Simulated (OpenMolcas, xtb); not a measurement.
## How methods differ on InSiNH6 (SMILES N[SiH2][InH2])

The species is InSiNH6 (9 atoms), meant as a singlet with charge 0. As SMILES, `N[SiH2][InH2]`. Geometry: relaxed at PBE0-D4/def2-TZVP. This is one conformer, not always the lowest.

Quantity: the vertical energy of the triplet above the singlet, in eV. The values are calculated.

| level | kind | program | value (eV) | less CCSD(T)/def2-SVP | CPU time (all runs) |
| --- | --- | --- | --- | --- | --- |
| GFN0-xTB | semi-empirical | xtb | 3.60 | +0.07 | under 2 s |
| HF/def2-SVP (core potential) | Hartree–Fock | OpenMolcas | 3.45 | -0.08 | 41 s |
| SVWN5/def2-SVP (core potential) | LDA | OpenMolcas | 3.17 | -0.36 | 96 s |
| revPBE/def2-SVP (core potential) | GGA | OpenMolcas | 3.18 | -0.35 | 1.9 min |
| r2SCAN/def2-SVP (core potential) | meta-GGA | OpenMolcas | 3.18 | -0.35 | 2.8 min |
| M06-2X/def2-SVP (core potential) | hybrid meta-GGA | OpenMolcas | 3.50 | -0.03 | 2.5 min |
| PBE0/def2-SVP (core potential) | global hybrid | OpenMolcas | 3.39 | -0.14 | 1.8 min |
| CCSD(T)/def2-SVP (core potential), open shells restricted | coupled cluster or CI | OpenMolcas | 3.53 | 0.00 | 3.6 min |

CCSD(T)/def2-SVP (core potential), open shells restricted is the highest level here, not the true value. Spin-orbit coupling, which can split open shells on such heavy atoms by tenths of an eV, is left out. The values span 3.17 to 3.60 eV. The xTB rows lack spin polarisation, so open shells miss the exchange term that lowers them. In the correlated wave-function rows the outer d shell of In is correlated, in sets not made for it. Times are those of the runs behind each value, whatever else they computed, on shared processors of several kinds: orders of magnitude only.

All eight levels place the singlet well below the triplet at this geometry, as expected for a molecule with trivalent indium and no unpaired electrons. The acceptor orbital is probably the formally empty In 5p orbital, and the electron probably comes from the polar, rather weak Si–In σ bond, perhaps with some nitrogen lone-pair character. The triplet would then weaken the Si–In bond.

The three semilocal functionals agree almost exactly, at 3.17 to 3.18 eV, yet all lie well below the coupled-cluster value of 3.53 eV, so their agreement is no sign of accuracy. Moving from LDA to meta-GGA brings practically no gain here, whereas both hybrids come closer, possibly because exact exchange corrects too small a separation between donor and acceptor levels. The gap does not simply grow with the share of exact exchange, however: Hartree–Fock falls below M06-2X. The vertical gap doesn't show how far the triplet would drop on relaxation, or whether its Si–In bond would survive.
